**Q:** I want to use computed gaps like these to choose materials for devices. Semilocal functionals underrate gaps, I know. Can I simply scale the numbers up?

Single-point r2SCAN calculations with Ansatz 0.2.0 for eleven crystals in unrelaxed database cells, using plane waves (500 eV cutoff) and PAW datasets, scalar-relativistic without spin-orbit coupling. Occupations are smeared by 0.01 to 0.15 eV. Computed gaps are the smallest on the Γ-centred k-mesh or a band path; positive pressure means compression.

| formula | space group | spin treatment | k-mesh | pressure of the cell (GPa) | computed gap (0: none) (eV) | least direct gap on the mesh (eV) | measured gap (eV) | range of the values found (eV) | what was measured, and how | source | computed less measured (eV) |
| --- | --- | --- | --- | --- | --- | --- | --- | --- | --- | --- | --- |
| PbSe | Fm-3m | none | 10x10x10 | 2.4 | 0.52 | 0.52 | 0.2 | 0.15 to 0.26 | band gap at X-bar of the surface zone (bulk L point) from ARPES, betwe; ARPES; film | arXiv:1712.07894 (2017) | 0.32 |
| InSb | F-43m | none | 9x9x9 | 0.2 | 0.00 | n/a | 0.24 | one value | experimental bulk band gap; not stated; bulk crystal | arXiv:2111.05126 (2021) | -0.24 |
| Ge | Fd-3m | none | 10x10x10 | 2.3 | 0.54 | 0.65 | 0.744 | 0.66 to 0.89 | fundamental band gap, quoted from earlier experiments; not stated; bulk crystal | arXiv:cond-mat/0311008 (2003) | -0.21 |
| GaSb | F-43m | none | 10x10x10 | -0.6 | 0.33 | 0.33 | 0.812 | 0.68 to 0.813 | direct gap at T -> 0 K, Eg(0) from Varshni fit to temperature-dependen; temperature-dependent photoluminescence; bulk crystal | arXiv:cond-mat/0204296 (2002) | -0.48 |
| Te2Mo | P6_3/mmc | none | 11x11x3 | 1.0 | 0.84 | 1.13 | 0.88 | 0.83 to 1.06 | indirect gap, bulk-like crystals; not stated; bulk crystal | arXiv:1509.03631 (2015) | -0.04 |
| SnSe2 | P-3m1 | none | 12x12x4 | 0.4 | 0.96 | 1.33 | 1.207 | 1 to 1.346 | direct band-edge excitonic transition; piezoreflectance; bulk crystal | pmc:8069899 (2021) | -0.25 |
| MoS2 | P6_3/mmc | none | 9x9x2 | 2.1 | 0.98 | 1.78 | 1.3 | 1.3 to 1.87 | quasiparticle band gap from STS; scanning tunneling spectroscopy; bulk crystal | arXiv:1405.2367 (2014) | -0.32 |
| CdSe | P6_3mc | none | 7x7x4 | 1.7 | 1.18 | 1.18 | 1.72 | 1.71 to 1.76 | direct optical gap from Tauc plot, film grown at 200 C; UV-Vis-NIR absorption; film | pmc:8232614 (2021) | -0.54 |
| BaTiO3 | Pm-3m | none | 4x7x7 | 0.5 | 2.18 | 2.28 | 3.2 | 3.2 to 3.28 | optical gap from first-derivative diffuse reflectance spectrum; UV-vis diffuse reflectance; powder | pmc:11596716 (2024) | -1.02 |
| GaN | P6_3mc | none | 9x9x5 | -3.5 | 2.23 | 2.23 | 3.41 | 0.065 to 3.51 | optical gap of GaN channel layer from reflectance; optical reflectance; film | pmc:8010104 (2021) | -1.18 |
| SnO2 | P4_2/mnm | none | 6x6x8 | -4.3 | 1.52 | 1.52 | 3.6 | 3.56 to 4.1 | direct optical gap from Tauc plot of (alpha h nu)^2; UV-visible absorption; film | pmc:10654523 (2023) | -2.08 |

**A:** For part of the table you can. Divide the computed gap by the measured gap. For Ge, MoS₂, CdSe, BaTiO₃ and GaN the ratio lies between 0.65 and 0.75, although the measured gap grows by a factor of 4.6 from Ge to GaN. In this group, which I picked by its similar ratios, the calculation loses roughly a fixed share of the gap, not a fixed number of electronvolts. Ignore the lower end of the range listed for GaN: 0.065 eV can't be its band gap, while the listed 3.41 eV is sound.

**Q:** Why should the loss grow with the gap?

**A:** Think of what sets a filled level apart from an empty one. An electron in a filled level is stabilised by exchange with the other electrons in the filled bands, with which it overlaps strongly. An electron in an empty level gains less from this. A semilocal functional sees only local quantities at each point (for r2SCAN the density, its gradient and the kinetic-energy density), so it misses much of the difference and leaves the two levels too close.

How much is missed depends on screening. In a crystal with a small gap the electrons shift easily and weaken the exchange between distant points, so there is less to miss. In a crystal with a wide gap they are stiffer, and more of it survives. This argument gives a deficit that grows with the gap, but it doesn't demand a constant ratio.

**Q:** Then how do I decide that a row breaks the pattern?

**A:** Take a plain yardstick: the median of all eleven ratios, 0.69, times the measured gap. CdSe is the median row and lies on this line by construction. The other four crystals of the group stay within about 0.1 eV of it. Since every row helped to set the median, the line serves to measure departures and is no independent test; the output after this text lists them.

**Q:** And which rows depart most?

**A:** SnO₂ by far, with a computed gap 0.95 eV below the line. PbSe lies 0.38 eV above it. Te₂Mo and GaSb follow, each off by a little over 0.2 eV, the first above and the second below. These departures have different causes, and the heavy elements are the easier part.

**Q:** PbSe is the only crystal whose computed gap exceeds the measured one. Does the functional overrate it?

**A:** That would be the wrong lesson. The calculation leaves out spin-orbit coupling, which is strong in lead. The empty band edge of PbSe consists largely of Pb 6p orbitals. Spin-orbit coupling mixes this edge with higher 6p levels, which push it down and narrow the gap.

The known size of this effect is some tenths of an electronvolt, as large as the departure itself. The computed 0.52 eV therefore can't show the functional's own error: the neglected coupling leaves the gap too large, while a semilocal functional tends to make it too small. A run with spin-orbit coupling would test this directly.

**Q:** But antimony is heavy too, and GaSb and InSb come out too low.

**A:** There the neglected coupling hides part of the functional's error, and the size can be estimated. Without the coupling, the top of the valence band is made of three p-like levels of equal energy, or six states with spin. The coupling lifts four of them by some amount *a* and lowers two by *b*. The average energy stays put, so 4*a* = 2*b*. The splitting is Δ = *a* + *b*, which gives *a* = Δ/3.

For both antimonides Δ is roughly 0.8 eV, a recalled value, so the valence top rises by about 0.27 eV. The conduction edge is s-like and hardly moves. For GaSb this leaves 0.33 − 0.27 = 0.06 eV, where experiment finds 0.81 eV. With the coupling included, the total error would thus be nearer to 0.75 eV than to the 0.48 eV in the table. Not all of it belongs to the functional, because the cell used here adds a share of its own.

**Q:** And InSb, whose computed gap is already zero?

**A:** That zero comes from the smeared occupation of levels, which puts a small fraction of an electron into the conduction edge at the zone centre. If one counts the filled bands instead, a gap of 0.05 eV remains. The same rise of the valence top would then carry it about 0.2 eV above the s-like edge. With this functional and in this cell, InSb would have no gap at all once the coupling is added.

**Q:** Why are these two so much worse than Ge, which has nearly the same measured gap as GaSb?

**A:** The cells matter here. The cell edges used for GaSb and InSb are about 1% longer than the known ones, while that of Ge is slightly short. An s-like conduction edge is antibonding between neighbouring atoms, so it falls when they move apart. The stretched cells therefore lower the gaps of the antimonides, and the compressed cell raises the direct gap of Ge. That direct gap, 0.65 eV, lies close above the listed indirect gap of 0.54 eV, so at the known cell it might become the smaller of the two. An edge 1% too long means about 3% in volume, and for such an s-like edge one expects this to cost about as much as the whole departure of GaSb from the line; runs at the measured cells would settle it. Ge and CdSe lack the coupling too, and would lose a smaller amount of gap with it, so the line itself is a yardstick for runs without spin-orbit coupling.

**Q:** At least Te₂Mo looks right, only 0.04 eV below experiment.

**A:** Compare it with MoS₂, which has the same crystal structure and lies 0.32 eV below its measured gap. The two gaps aren't the same transition in these runs: on the mesh the lowest empty level of Te₂Mo lies beside the zone corner K, while that of MoS₂ lies about midway between the zone centre and K. Tellurium is much heavier than sulfur, so it's tempting to blame the neglected coupling again. But the computed valence top lies at the zone centre, where one expects a single level, not a set of equal p-like levels as in the antimonides. The coupling can't split such a level and may shift it only a little. That doesn't clear it, though: this is the top on the k-mesh, which leaves out K itself, where the coupling can push the highest filled level up. It has some way to climb, since at the mesh point beside K the filled level lies at least 0.23 eV below the top at the zone centre. The run itself warns that the neglected coupling can shift this gap by tenths of an electronvolt, so the close agreement may be partly luck. The computed gap also falls by 0.06 eV when k-points along a band path are added to the mesh, which is more than the error itself. Besides, the cell edges used for Te₂Mo are more than 1% longer than the known ones, and its measured values spread from 0.83 to 1.06 eV, so I wouldn't assign the whole difference to one cause.

**Q:** SnSe₂ seems ordinary, with an error of −0.25 eV.

**A:** Look at what was measured. The listed value is a direct transition, while the computed gap is indirect. The least direct gap on the mesh is 1.33 eV, which lies 0.12 eV above the measured 1.21 eV. The measured transition also contains the binding of the electron to its hole, which lowers it. And the mesh may miss the smallest direct gap, just as it misses the indirect one here by 0.05 eV. This row shows how a mismatched comparison can look like a typical error of the functional.

**Q:** That leaves SnO₂. Tin isn't light. Is it spin-orbit coupling again?

**A:** The band edges of SnO₂ come mainly from O 2p and Sn 5s orbitals, where the coupling does little. Yet the error is −2.08 eV, and it even changes the order of the materials. By experiment SnO₂ has a gap 0.19 eV wider than GaN; in the calculation it is 0.71 eV narrower. A part of the error may lie in the comparison: symmetry forbids the usual absorption of light across the least gap of SnO₂, so an absorption edge can sit above the true gap. But the listed 3.6 eV lies at the low end of the values found, 3.56 to 4.1 eV, so this can explain little of an error of 2 eV.

**Q:** Its cell is under tension. Couldn't stretching be the reason, as in the antimonides?

**A:** It contributes, perhaps some tenths of an electronvolt, because the cell edges are about 1% longer than the known ones and the Sn 5s edge also falls when the crystal is stretched. That could be a third or more of the departure, but not the whole of it. GaN serves as a rough control. It has a similar s-like edge and is under nearly as much tension, −3.5 GPa against −4.3 GPa, yet it lies only 0.11 eV below the line. The control is rough because this pressure is measured from the functional's own equilibrium, and GaN's edges are nearer to the known ones. Most of the departure of SnO₂ still probably comes from the functional.

**Q:** What does the functional find so hard in SnO₂?

**A:** I can offer a reasoned guess. The filled edge is made of compact O 2p orbitals, which gain much from exchange. The empty edge is made of widely spread Sn 5s orbitals, which gain little. The difference that the functional misses is then especially large.

The two neighbours in the table each share only half of this. GaN has the spread s-like edge, but its N 2p orbitals are less compact than O 2p. BaTiO₃ has the O 2p edge, but its empty levels are compact Ti 3d orbitals, which gain more from exchange themselves. BaTiO₃ was computed in its ideal cubic form; the off-centre titanium of the room-temperature crystal would widen the computed gap and make the contrast with SnO₂ stronger.

**Q:** Does this matter for a process, or only for the theory?

**A:** SnO₂ is used as a transparent contact, so it matters at once. Visible photons carry roughly 1.6 to 3.1 eV. The computed gap of 1.52 eV lies below all of them, so a search that reads the gap as the absorption edge would call the contact opaque, whereas the measured 3.6 eV lets them through. Dividing by the common ratio gives 1.52/0.69 ≈ 2.2 eV, which still lies below green and blue light. A search for transparent contacts based on these gaps would discard a material that works.

**Q:** So when may I scale?

**A:** Use the common ratio as a first guess only, since just five of the eleven crystals lie close to it. Before you scale, look at which orbitals form the two band edges. If they are p orbitals of a heavy element, include spin-orbit coupling first, even where the agreement then gets worse. If an O 2p edge faces a spread s-like edge, take SnO₂ as a warning, though it's a single case here, and don't rely on scaling: use a method with nonlocal exchange, such as a hybrid functional, and compute at the measured cell.

Printed output of the fit:

```
Computed gap against the measured one:
     row  computed/measured  median rule (eV)  computed less rule (eV)
    PbSe                2.6            0.1372                   0.3828
    InSb                  0            0.1647                  -0.1647
      Ge             0.7258            0.5104                  0.02958
    GaSb             0.4064            0.5571                  -0.2271
   Te2Mo             0.9545            0.6037                   0.2363
   SnSe2             0.7954            0.8281                   0.1319
    MoS2             0.7538            0.8919                  0.08814
    CdSe              0.686              1.18                        0
  BaTiO3             0.6813             2.195                 -0.01535
     GaN              0.654             2.339                  -0.1094
    SnO2             0.4222              2.47                  -0.9498
Median of computed/measured over all rows: 0.686
Rows with a ratio between 0.64 and 0.77: 5
Lowest ratio among these rows: 0.654
Highest ratio among these rows: 0.7538
Widest over narrowest measured gap among these rows: 4.583
Rank correlation of computed and measured gaps, all rows: 0.9273
SnO2 less GaN, measured gaps (eV): 0.19
SnO2 less GaN, computed gaps (eV): -0.71
Error of SnO2 over error of GaN: 1.763
SnO2 computed gap divided by the median ratio (eV): 2.216
SnSe2 least direct gap less measured direct transition (eV): 0.123
Te2Mo error less MoS2 error (eV): 0.28
Te2Mo gap on mesh alone less gap with path (eV): 0.05676
InSb gap by counting bands (eV): 0.04785
InSb gap by counting bands less measured (eV): -0.1921
Rough rise of the valence top by spin-orbit coupling, GaSb and InSb (eV): 0.2667
GaSb gap left after this rise (eV): 0.06333
InSb gap left after this rise, negative if inverted (eV): -0.2188
```
